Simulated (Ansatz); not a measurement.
The calculation used DFT PBE, scalar-relativistic, plane waves, PAW (Ansatz). Settings: cutoff 420 eV, Γ-centred meshes spaced at most about 0.3 Å⁻¹, and about 0.25 Å⁻¹ or finer for metals (2π included), Gaussian smearing. No spin polarisation in the final relaxations.

Temperature and zero-point effects are left out.

Two forms of Si2Ge were relaxed alike.

A.

```
Si Ge
1.0
     2.54054    0.00000    0.00000
     0.00000    2.71740    0.00000
     0.00000    0.00000   14.33734
Si Ge
4 2
Direct
  0.00000 0.50000 0.00000
  0.00000 0.00000 0.84306
  0.00000 0.00000 0.15694
  0.00000 0.00000 0.50000
  0.00000 0.50000 0.67077
  0.00000 0.50000 0.32923
```

B.

```
Si Ge
1.0
     5.45671   -1.83685    0.00000
     5.45671    1.83685    0.00000
     0.00000    0.00000    5.20179
Si Ge
4 2
Direct
  0.13370 0.21530 0.75000
  0.78470 0.86630 0.75000
  0.21530 0.13370 0.25000
  0.86630 0.78470 0.25000
  0.45310 0.54690 0.75000
  0.54690 0.45310 0.25000
```

Question: Which is lower in energy, and by how much?

Answer: A is lower, by 8 meV/atom. A has space group Pmmm (No. 47), 16.5 Å³/atom and no gap on its mesh; B has space group Cmcm (No. 63), 17.4 Å³/atom and no gap. Counting Ge atoms around Si (those within 1.25 times the shortest such distance or 1.15 times the sum of covalent radii; the shortest distance is added where it is long for a bond; a slash parts the counts of unlike sites), A has Si 2 from 2.8 Å/4 from 2.8 Å/2+8 from 4.7 Å and B has Si 2. The denser one is the lower, and pressure would at first widen the difference. Even the lower one lies +0.33 eV/atom against the reference forms of the elements (uncorrected), so neither is stable at this level. Both come from invented guesses. A third cell relaxed alike, in P-3m1, lies 0.31 eV/atom below the lower of the two.

The k mesh leaves some 4 meV/atom of noise in the energy of each metallic cell. Cells relaxed within their symmetry can be saddle points.

A and B are practically degenerate, so their order is tentative; the firmer result is that both lie far above the P-3m1 cell. The coordinates show why. A is a stack closely resembling the simple hexagonal high-pressure form of silicon, while B is a more open, distorted network akin to simple cubic. In both, each atom has more near neighbours than the tetrahedral sp³ network of ordinary Si and Ge allows, at longer distances than normal single bonds. Electrons are then shared over more, weaker contacts, and the bonding-antibonding gap closes, in line with the metallic character found.

The cost of +0.33 eV/atom therefore probably reflects lost tetrahedral bonding rather than any aversion between Si and Ge, which are chemically similar and mix readily in the diamond structure. That the P-3m1 cell recovers nearly all of it suggests a layered, diamond-like arrangement. Compression should favour both dense forms over a tetrahedral one, but the data don't show whether either would ever become the ground state.
